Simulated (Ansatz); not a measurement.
# Abstraction of H: B(CH3)2F + In(SH)2 → B(CH2)(CH3)F + InH(SH)2

Species: B(CH3)2F, singlet; In(SH)2, doublet; B(CH2)(CH3)F, doublet; InH(SH)2, singlet. A radical takes H: the energy is the difference in strength between the C–H bond broken and the In–H bond made.

Shapes, held fixed at every level: PBE0-D4/def2-TZVP. Flexible molecules stand in one conformer, not always the lowest. Programs: Ansatz 0.2.0. The zero-point and thermal change to 298 K, harmonic and unscaled (PBE0-D4/def2-TZVP), is -14.2 kJ/mol.

Question: Estimate ΔH(298 K) of this reaction.

Answer: The highest level, CCSD(T)/def2-TZVPP, gives ΔH(298 K) = +109.6 kJ/mol; the levels span +105.6 to +135.4. The column of differences is taken from that level and isn't an error. No measured value is set beside it here. Open shells run unrestricted. For atoms past krypton def2 sets carry core potentials with scalar relativity. Outer-core shells of In are correlated in most correlated rows, in sets that cover them unevenly.

```tsv
level	kind	ΔH(298 K) (kJ/mol)	less CCSD(T)/def2-TZVPP
SPW92/def2-TZVPP	LDA	+135.4	+25.8
PBE-D4/def2-TZVPP	GGA	+125.9	+16.3
r2SCAN-D4/def2-TZVPP	meta-GGA	+110.5	+0.9
BHLYP-D4/def2-TZVPP	global hybrid	+107.6	-2.0
r2SCAN0-D4/def2-TZVPP	global hybrid	+106.9	-2.7
CCSD/def2-TZVPP	coupled cluster or CI	+105.6	-4.0
CCSD(T)/def2-TZVPP	coupled cluster or CI	+109.6	0.0
```

Hydrogen abstraction by In(SH)2 is strongly endothermic at every level, with +109.6 kJ/mol at the highest: the C–H bond broken is much stronger than the In–H bond made. Carbon binds hydrogen through compact, well-matched orbitals, whereas indium offers a diffuse 5s/5p hybrid that overlaps less well with H 1s. Its unpaired electron also probably has considerable 5s character, which makes the step from In(II) to In(III) less rewarding. Delocalisation of the carbon radical into the formally empty boron p orbital should ease the C–H cleavage, though π donation from fluorine competes for that orbital, and any such help falls well short of closing the gap. The negative thermal and zero-point term fits the exchange of a stiff C–H stretch for a softer In–H one.

LDA and PBE give the largest endothermicities, but r2SCAN lies close to CCSD(T) without exact exchange, so admixture of the latter isn't essential here. The reverse transfer, from InH(SH)2 to the carbon radical, is correspondingly exothermic, but its rate depends on a barrier that these reaction enthalpies don't give.
